# Hall insulator: response to changed conditions

**Problem.** Take n-Hg$_{1-x}$Cd$_x$Te ($x\approx0.21$) with $n=3\times10^{14}$ cm$^{-3}$, approximate $m=0.007m_e$ and static dielectric constant $\epsilon_L\approx18$, at $B=2$ T along $z$, taken to be beyond the transition, and $T=0$. Electrons (charge $-e$) are bound harmonically with illustrative $\hbar\omega_0=6$ meV and probed at 1 GHz. Predict the response to: (a) $B\to4$ T; (b) $\omega_0\to2\omega_0$; (c) $\omega_0\to2\omega_0$ on half the sites; (d) Coulomb binding; (e) inclusion of the displacement current; (f) a two-dimensional insulator at filling $\nu=0.30$.

**Basis.** Conventions: $e^{-i\omega t}$, $E_a=\rho_{ab}j_b$. For localised states the Kubo formula reads $\sigma_{ab}=-i\omega n\alpha_{ab}(\omega)$ with finite polarisability $\alpha$. The static $\alpha$ is symmetric, so in-plane isotropy gives $\alpha_{xy}(0)=0$ and $\alpha_{xy}\propto i\omega$. Hence $\sigma_{xx}\to-i\omega\epsilon_0\chi$, $\sigma_{xy}\propto\omega^2$; $\rho_{xx}\propto1/\omega$ diverges while $\rho_{xy}\to-\sigma_{xy}/\sigma_{xx}^2$ stays finite.

For identical oscillators, $m\dot{\mathbf v}=-e\mathbf E-e\mathbf v\times\mathbf B-m\omega_0^2\mathbf r$ and $\mathbf j=-ne\mathbf v$ give exactly
$$\rho_{xx}=\frac{im(\omega_0^2-\omega^2)}{ne^2\omega},\qquad\rho_{xy}=-\rho_{yx}=\frac{B}{ne}.$$
Inversion at small $\omega$, with $\omega_c=eB/m$, yields $\chi=ne^2/(\epsilon_0m\omega_0^2)$ and $\sigma_{xy}=ne^2\omega_c\omega^2/(m\omega_0^4)$. Here $\hbar\omega_c=33.1$ meV; the lower mode $\hbar[\sqrt{\omega_0^2+\omega_c^2/4}-\omega_c/2]=1.05$ meV far exceeds $\hbar\omega=4.14\ \mu$eV. Nonparabolicity ($\hbar\omega_c/E_g\approx0.4$ for a gap near 80 meV) makes $m$ uncertain, but $B/ne$ contains no $m$.

**(a)** Only the Lorentz force changes: $\rho_{xy}$ and $\sigma_{xy}$ double, $\rho_{xx}$ stays.

**(b)** The restoring force is diagonal in $\rho$: $|\rho_{xx}|$ grows fourfold, $\sigma_{xy}$ falls sixteenfold, $\rho_{xy}$ stays.

**(c)** Conductivities add. Soft sites dominate $\sigma_{xy}$ more than $\sigma_{xx}$, so $\rho_{xy}$ rises:
$$\rho_{xy}=\frac{B}{ne}\frac{\langle\omega_0^{-4}\rangle}{\langle\omega_0^{-2}\rangle^2}\ge\frac{B}{ne}.$$
The factor is $(17/32)/(5/8)^2=1.36$.

| case | $\chi$ | $\lvert\rho_{xx}\rvert$ (kΩ cm) | $\sigma_{xy}$ (μS/cm) | $\rho_{xy}$ (Ω cm) |
|---|---|---|---|---|
| base | 1.64 | 1.10 | 3.47 | 4.16 |
| a | 1.64 | 1.10 | 6.94 | 8.32 |
| b | 0.410 | 4.38 | 0.217 | 4.16 |
| c | 1.03 | 1.75 | 1.84 | 5.66 |

**(d)** To first order in $B$ a central potential only acquires $\omega_cL_z/2$, so the circular polarisabilities are the zero-field one at $\omega\mp\omega_c/2$. The donor then acts as oscillators weighted by strengths $f_k$ with $\sum f_k=1$, and (c) predicts a rise. In effective atomic units, $(H-E_0)\psi_1=z\psi_0$ and $(H-E_0)\psi_2=\psi_1$ with $\psi_0=e^{-r}/\sqrt\pi$ have solutions $\psi_i=g_i\cos\theta\,\psi_0$, $g_1=r+r^2/2$, $g_2=11r/6+11r^2/12+r^3/6$. Then $\langle\omega^{-2}\rangle=2\langle z\psi_0|\psi_1\rangle=9/2$, $\langle\omega^{-4}\rangle=2\langle\psi_1|\psi_2\rangle=319/12$, and the factor is $319/243=1.313$. It requires $\gamma=\hbar\omega_c/2\mathrm{Ry}^*\ll1$, with $\mathrm{Ry}^*=\mathrm{Ry}\,(m/m_e)/\epsilon_L^2$, and fails here, where $\gamma=56$. It suits isolated donors in n-GaAs (approximate $m=0.067m_e$, $\epsilon_L=12.9$; $n=10^{15}$ cm$^{-3}$, 0.5 T, $\gamma=0.079$): the model's $\rho_{xy}$ rises from 0.312 to 0.41 Ω cm.

**(e)** Adding $-i\omega\epsilon_0\epsilon_L$ enlarges $|\sigma_{xx}|$ alone, so the apparent $\rho_{xy}$ drops by $[\chi/(\chi+\epsilon_L)]^2=0.0070$, to 0.029 Ω cm. This term outweighs the donor current and must be subtracted before inversion.

**(f)** With sheet density $n_s$, $\nu=n_sh/eB$. Attaching two flux quanta leaves composite fermions in $B^*=B-2n_sh/e$; at mean-field level each carrier's moving flux adds $2h/e^2$ to the Hall resistance and nothing to $\rho_{xx}$. Identically bound composite fermions give $\rho_{xy}=B^*/n_se+2h/e^2=h/\nu e^2$, so no change from the classical line is predicted beside the $\nu=1/3$ state: $34.4+51.6=86.0$ kΩ.

**Validity.** All numbers are the model's, with $T\to0$ taken before $\omega\to0$. The dc Hall resistivity reverses that order and is set by activated and hopping carriers; beyond the transition in n-HgCdTe it typically climbs above $B/ne$ by a factor of several or more on cooling, so the tabulated $\rho_{xy}$ underestimates dc values.